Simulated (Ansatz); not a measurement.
A series in volume scale on Se

Plane-wave DFT, scalar-relativistic PAW made under PBE with cores redone for the functional, no dispersion; the given relaxed cell is scaled uniformly, energy at zero smearing counts from the unscaled cell, pressure at the given Fermi-Dirac smearing is positive in compression. The results are calculated, by Ansatz 0.2.0.

The cell before it is scaled or strained (space group P6_3/mmc, No. 194):
```
CELL_PARAMETERS angstrom
3.53170 0.00000 0.00000
-1.76580 3.05850 0.00000
0.00000 0.00000 3.81370
ATOMIC_POSITIONS crystal
Se 0.33333 0.66667 0.25000
Se 0.66667 0.33333 0.75000
```

Settings of every row: spin polarised no; functional LDA; wave cutoff 420 eV; smearing width 0.1 eV; k mesh 12x12x9.

Atom starting moment: 0 on all atoms.

Limits: the cell comes from a prototype or a list of computed structures and needn't be the stable phase.

```csv
row,volume scale,V (Å³/atom),pressure (GPa),energy change per atom (meV)
1,0.88,18.126,13.68,91.41
2,0.92,18.949,8.04,36.67
3,0.96,19.773,3.5,7.88
4,1.04,21.421,-3.13,9.08
5,1.08,22.245,?,?
6,1.12,23.069,-7.43,65.74
```

Question: what pressure and energy change per atom should row 5 give?

Worked fit of pressure. Take u = (V_r/V)^(2/3) − 1 with V_r = 19.773 Å³ an atom, which is twice the finite (Eulerian) strain; such expansions in the strain, on which the Birch-Murnaghan equation of state is built, carry the rest volume and the bulk modulus. The shown rows have u = 0.05969, 0.02878, 0, -0.05197, -0.09768. Least squares give pressure = 3.515 + 147.87 × u + 368.7 × u² GPa; a straight line predicts inner rows, each left out in turn, worse (root mean square 1 against 0.058 GPa). The rows lie off it by 0.02, -0.04, -0.02, 0.04, -0.02. The pressure vanishes at u = -0.0254, or V = 20.55 Å³ an atom, and there the bulk modulus at fixed shape and fractions is B = −V dP/dV = (2/3)(1 + u) dP/du = 83.9 GPa. Letting shape and atoms relax would as a rule lower it, by much in layered, chain or molecular crystals. The withheld row has u = -0.07553, so the fit gives 3.515 + 147.87 × (-0.07553) + 368.7 × (-0.07553)² = -5.55 GPa.

The calculation gave -5.51 GPa. The fit lies 0.04 GPa (0.19 % of the column's range) below it; its largest miss of a shown row is 0.04 GPa.

Worked fit of energy change per atom. Take u = (V_r/V)^(2/3) − 1 with V_r = 19.773 Å³ an atom, which is twice the finite (Eulerian) strain; such expansions in the strain, on which the Birch-Murnaghan equation of state is built, carry the rest volume and the bulk modulus. The shown rows have u = 0.05969, 0.02878, 0, -0.05197, -0.09768. Least squares give energy change per atom = 7.988 + 641.04 × u + 12628.6 × u² meV; a straight line predicts inner rows, each left out in turn, worse (root mean square 36 against 0.39 meV). The rows lie off it by 0.16, -0.23, -0.11, 0.30, -0.13 (root mean square 0.2 meV). The withheld row has u = -0.07553, so the fit gives 7.988 + 641.04 × (-0.07553) + 12628.6 × (-0.07553)² = 31.61 meV.

The calculation gave 31.88 meV. The fit lies 0.27 meV (0.32 % of the column's range) below it; its largest miss of a shown row is 0.30 meV.
